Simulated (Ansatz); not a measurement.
# Work function and dipole per adsorbate for carbon on Mo(110) at 0.25 to 1 ML, from PBE slabs

A vibration harvester can run without a battery if its two plates differ in work function: once they are connected, the contact potential charges them, and a changing gap drives the charge back and forth. We consider two Mo(110) plates in vacuum, one bare and one covered with carbon.

We set three conditions. The contact potential must be at least 0.8 V, the carbon must not exceed half a layer, to limit the risk of carbide or graphite growth, and the voltage must be reached from both starting sites in the table. The mean gap is 1 µm.

The quantity that decides is $\Delta\Phi$, the calculated work function of the covered face less that of the clean face. A positive value means that electrons flow to the carbon-covered plate.

## Computational details

Ansatz 0.2.0, plane-wave Kohn-Sham DFT with its default PAW datasets at a cutoff of 420 eV, PBE. Slabs of 4 layers at the tabulated measured lattice constant with the lower two layers held; adsorbates on the upper face in cells of 1 to 4 surface atoms, started on the site named and relaxed with the upper layers until forces are under 0.02 eV/Å. k-spacing 0.20 Å⁻¹ (2π included), Fermi-Dirac smearing of 0.1 eV, 18 Å of vacuum, dipole correction. Spin-paired, no spin-orbit coupling.

Notes on method and selection:

- Two starting sites were run, the long bridge and the hollow; real layers may sit elsewhere, sink into the surface or rebuild it.
- Changes under about 0.15 eV are within the error of slabs this thin.
- Runs in which an atom moved over 1.3 Å, mostly full layers of large atoms, are not listed; the work function can turn there.
- Neighbouring dipoles tend to depolarise each other as the coverage rises, unless heights or bonding change.
- Runs in which the search for lower states was switched off are not listed.
- Work functions and vacuum levels are read from the electrostatic potential (Hartree and local ionic parts), which a warning of a rough exchange-correlation potential in thin density does not concern.
- Error sizes named in these notes are rules of thumb and were not measured on these runs.
- The default PAW datasets of this version of Ansatz are the set soft_2.
- Run and not listed: C on Mo(110) at 0.111 ML (had an atom move over 1.3 Å).
- Runs that did not converge, have known faults or may not be shown are not listed, and runs on Ansatz's PAW sets soft_1 and soft_2 are kept to separate tables.

Columns:

- density (nm⁻²): adsorbates per area.
- height (Å): height of the adsorbed atom (the lowest atom of a molecule) over the highest substrate atom.
- coverage (ML): adsorbates per surface atom.
- ΔΦ (eV): work function of the covered face less that of the clean face.
- dipole (D): dipole per adsorbate from ΔΦ by the Helmholtz relation, positive end outwards.
- Φ covered (eV): work function of the covered face.

## Numbers

| member | system | density (nm⁻²) | height (Å) | coverage (ML) | ΔΦ (eV) | dipole (D) | Φ covered (eV) | remark |
| --- | --- | --- | --- | --- | --- | --- | --- | --- |
| clean | C on Mo(110), longbridge | 0.00 | – | 0.00 | 0.00 | – | 4.60 |  |
| 0.25 ML | C on Mo(110), longbridge | 3.56 | 1.03 | 0.25 | 0.59 | −0.440 | 5.19 |  |
| 0.5 ML | C on Mo(110), longbridge | 7.13 | 0.99 | 0.50 | 1.03 | −0.384 | 5.63 |  |
| 1 ML | C on Mo(110), longbridge | 14.25 | 1.13 | 1.00 | 1.81 | −0.337 | 6.41 |  |
| clean | C on Mo(110), hollow | 0.00 | – | 0.00 | 0.00 | – | 4.60 |  |
| 0.25 ML | C on Mo(110), hollow | 3.56 | 1.03 | 0.25 | 0.59 | −0.436 | 5.18 | moved 0.7 Å sideways off the starting site |
| 0.5 ML | C on Mo(110), hollow | 7.13 | 1.13 | 0.50 | 1.23 | −0.457 | 5.82 | moved 0.7 Å sideways off the starting site |
| 1 ML | C on Mo(110), hollow | 14.25 | 1.03 | 1.00 | 1.25 | −0.233 | 5.85 |  |

## Why the values move as they do

Carbon raises the work function at every listed coverage. In the long-bridge series $\Delta\Phi$ grows from 0.59 eV at a quarter layer to 1.03 eV at a half and 1.81 eV at a full layer. The growth is less than proportional: the slope is 0.59 / 0.25 = 2.36 eV per ML up to the first point, (1.03 − 0.59) / 0.25 = 1.76 to the second and (1.81 − 1.03) / 0.50 = 1.56 to the third.

The sign fits charge transfer. Carbon is more electronegative than molybdenum and draws electrons outwards, so the negative end of the dipole points to the vacuum. The Helmholtz relation, with $\Delta\Phi$ in eV, $\mu$ in D and $n$ in nm⁻², is

$$\Delta\Phi = -0.377\,\mu n .$$

At a quarter layer it gives 0.377 × 0.440 × 3.56 = 0.59 eV.

The dipole per carbon atom shrinks in size from 0.440 to 0.337 D along this series, a loss of 23 %. Depolarisation has the right sign: each dipole sits in the field of its neighbours, which pushes electrons back towards the metal. Carbon atoms that share molybdenum neighbours may also each receive less charge. The tabulated heights help little with the second step. They count from the highest molybdenum atom, and in this half layer the surface atoms are not level, so most of the apparent rise from 0.99 to 1.13 Å comes from the metal and not from the carbon.

The rise in work function is far outside the slab error of about 0.15 eV, but the fall in dipole is less secure. At a quarter layer that error corresponds to 0.15 / (0.377 × 3.56) = 0.11 D, as much as the whole fall. An equal error in $\Delta\Phi$ at all coverages would not cancel, because it is divided by different densities, so the fall is not firmly resolved.

The series started in the hollow also climbs to the half layer, then stays level: 1.23 and 1.25 eV. Its dipole does not shrink between the quarter and the half layer (0.436 and 0.457 D in size), so depolarisation is not visible in that step. The carbon of this half layer also ends on long-bridge sites, only in another pattern, so the fall from 0.440 to 0.384 D in the first series is not an effect of coverage alone.

## Outliers

The level stretch in the hollow series is not a pure coverage effect. At a quarter and a half layer the carbon left the hollow, while in the full layer it stayed near it, so the last step changes the site as well as the density. The quarter layer agrees with its long-bridge counterpart in height and in $\Delta\Phi$, as expected if the carbon moved to that site. The half layers differ by 1.23 − 1.03 = 0.20 eV, although the carbon ends on long-bridge sites in both. What differs is which of these sites are filled, a pattern set by the starting positions. In the run started on the long bridge the surface molybdenum buckles, which accounts for most of the difference in tabulated height (0.99 against 1.13 Å). The two patterns lie close in energy, so neither value can be set aside.

The two full layers differ by 1.81 − 1.25 = 0.56 eV, well beyond the slab error. The larger value comes from a run in which symmetry kept the carbon from moving sideways. That layer is clearly higher in energy than the one near the hollow, so 1.25 eV is the better guide to a full layer, and 1.81 eV describes a less stable one.

The run at 0.111 ML was left out because an atom moved over 1.3 Å, so the table holds no carbon-covered face below a quarter layer. The quarter-layer dipole should therefore not be carried down to dilute carbon.

## Comparison with experiment

| member | quantity | measured | computed, C on Mo(110), longbridge | computed − measured | conditions | source |
| --- | --- | --- | --- | --- | --- | --- |
| clean | Φ covered (eV) | 4.95 | 4.60 | −0.35 | compiled values differ between sources by a tenth of an eV or more; compiled experimental value; Mo(110) single-crystal face | [1] |

Sources:

[1] "Anisotropic work function of elemental crystals" (2019, arXiv:1902.07811)

Only the clean face has a measured counterpart here. The calculation gives 4.60 eV against a compiled 4.95 eV, a difference of −0.35 eV. The carbon-covered faces are not compared here, so neither the rise with coverage nor the dipole is tested against experiment.

The difference exceeds both the slab error and the tenth of an eV by which compiled sources commonly disagree. PBE work functions of transition metals often come out low by a few tenths of an eV, which would fit in sign and size. The thin slab may add to the difference or reduce it.

The measured value has its own uncertainty. The entry names a single-crystal face but no method of measurement, and methods weight patches of different work function differently. Residual carbon on the sample would raise the measured value, to judge by the sign of $\Delta\Phi$ in the table, and so would widen the gap in the direction seen. With one compiled value we do not assign the difference to the functional, the slab or the sample.

## Selection

The contact potential is $V = \Delta\Phi/e$, and the charge per area on plates a distance $d$ apart is

$$\sigma = \varepsilon_0 V/d, \qquad \varepsilon_0 = 8.85\times10^{-12}\ \mathrm{F/m}.$$

With $d$ = 1 µm, $\sigma$ in µC/m² is 8.85 times $V$ in volts, and the target of 0.8 V corresponds to 8.85 × 0.8 = 7.1 µC/m².

- **Quarter layer:** both starts give 0.59 V, or 8.85 × 0.59 = 5.2 µC/m². Adding the slab error gives 0.59 + 0.15 = 0.74 V, still short of the target.
- **Half layer:** the starts give 1.03 and 1.23 V, or 9.1 and 11 µC/m². The lower value less the slab error is 1.03 − 0.15 = 0.88 V, which passes. Since both starts end on the long bridge, this tests two patterns on one site, not two sites.
- **Full layer:** the starts give 1.25 and 1.81 V, or 11 and 16 µC/m². The voltage is ample, but the carbon limit is exceeded.

We pick the half layer and design for its lower value, 1.03 V. The runner-up is the full layer, taken at 1.25 V, the value of its more stable structure, should the carbon limit be relaxed.

The clean face is calculated 0.35 eV below the compiled measured value. An offset common to both plates cancels in $V$. In the worst case it belongs to the clean face alone, and the half layer drops to 1.03 − 0.35 = 0.68 V, below the target, while the full layer keeps 1.25 − 0.35 = 0.90 V. An overestimate of more than 1.03 − 0.8 = 0.23 eV in $\Delta\Phi$ is thus enough to overturn the pick.

Gathering into full-layer islands with bare metal between them would cut the area average to about 0.5 × 1.25 = 0.6 V, but the calculated energies speak against it. Carbon is bound much less strongly per atom in either full layer than in either half layer, so a half layer gains no energy by clustering in this way. Islands of graphite or carbide were not calculated, nor were other patterns of the half layer, whose voltage might differ again.

## Summary

Between a quarter and a full layer, carbon adsorbed above the surface atoms of Mo(110) raises the work function by 0.6 to 1.8 eV. The top of that range belongs to the less stable full layer; the more stable one gives 1.25 eV. Coverage alone does not fix the value: at a full layer the adsorption site matters by about half an eV, and at a half layer the pattern on one and the same kind of site matters by 0.2 eV.

An important effect left out is carbon entering the metal or rebuilding its surface, which becomes likely on heating, since carbon dissolves in molybdenum and forms carbides. Carbon at or below the plane of the surface atoms no longer holds its negative charge outside the metal, so the rise would be expected to shrink and the half layer could fall below the target. A harvester plate should therefore be kept cool after the carbon is deposited.
